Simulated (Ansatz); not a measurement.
# A series in volume scale on C

All results are calculated (Ansatz 0.2.0). Free energy against uniform scaling of the volume at fixed shape and fractions; periodic cell, basis, potentials, k mesh and filling as listed.

The cell before it is scaled or strained (space group R-3m, No. 166):
```
C
1.0
      1.2373     0.7143     8.3101
     -1.2373     0.7143     8.3101
      0.0000    -1.4287     8.3101
C
4
Direct
  0.91283 0.91283 0.91283
  0.24615 0.24615 0.24615
  0.75385 0.75385 0.75385
  0.08717 0.08717 0.08717
```

Settings of every row: functional LDA; dispersion none; potentials PAW; wave cutoff 462.59 eV; density cutoff 1850.4 eV; k mesh 11x11x11; k shift 0x0x0; occupations fermi dirac; smearing width 0.05 eV; spin none.

Limits: a layered crystal: even scaling strains the bonds within the layers, so this curve is stiffer than the crystal under pressure; the cell comes from a prototype or a list of computed structures and needn't be the stable phase.

| row | volume scale | V (Å³/atom) | energy above lowest point (meV/atom) |
| --- | --- | --- | --- |
| 1 | 0.9406 | 10.363 | 4.2 |
| 2 | 0.9703 | 10.69 | 0 |
| 3 | 1 | 11.017 | 10.2 |
| 4 | 1.0297 | 11.344 | ? |
| 5 | 1.0594 | 11.672 | 66.6 |

Question: what energy above lowest point should row 4 give?

Worked fit of energy above lowest point. Take u = (V_r/V)^(2/3) − 1 with V_r = 10.854 Å³ an atom, which is twice the finite (Eulerian) strain; such expansions in the strain, on which the Birch-Murnaghan equation of state is built, carry the rest volume and the bulk modulus. The shown rows have u = 0.03134, 0.0102, -0.00989, -0.04728. Least squares give energy above lowest point = 3.43 − 517.4 × u + 17313 × u² meV/atom; a straight line predicts inner rows, each left out in turn, worse (root mean square 17 against 0.098 meV/atom). All shown rows lie on it to the printed digit. Its lowest point lies at u = 0.0149, or V = 10.62 Å³ an atom, and the curvature there gives the bulk modulus at fixed shape and fractions, B = (4/9)(1 + u)² E″(u)/V = 239 GPa. Letting shape and atoms relax would as a rule lower it, by much in layered, chain or molecular crystals. The withheld row has u = -0.02901, so the fit gives 3.43 − 517.4 × (-0.02901) + 17313 × (-0.02901)² = 33.0 meV/atom.

The calculation gave 33 meV/atom. The fit meets it to the printed digit.
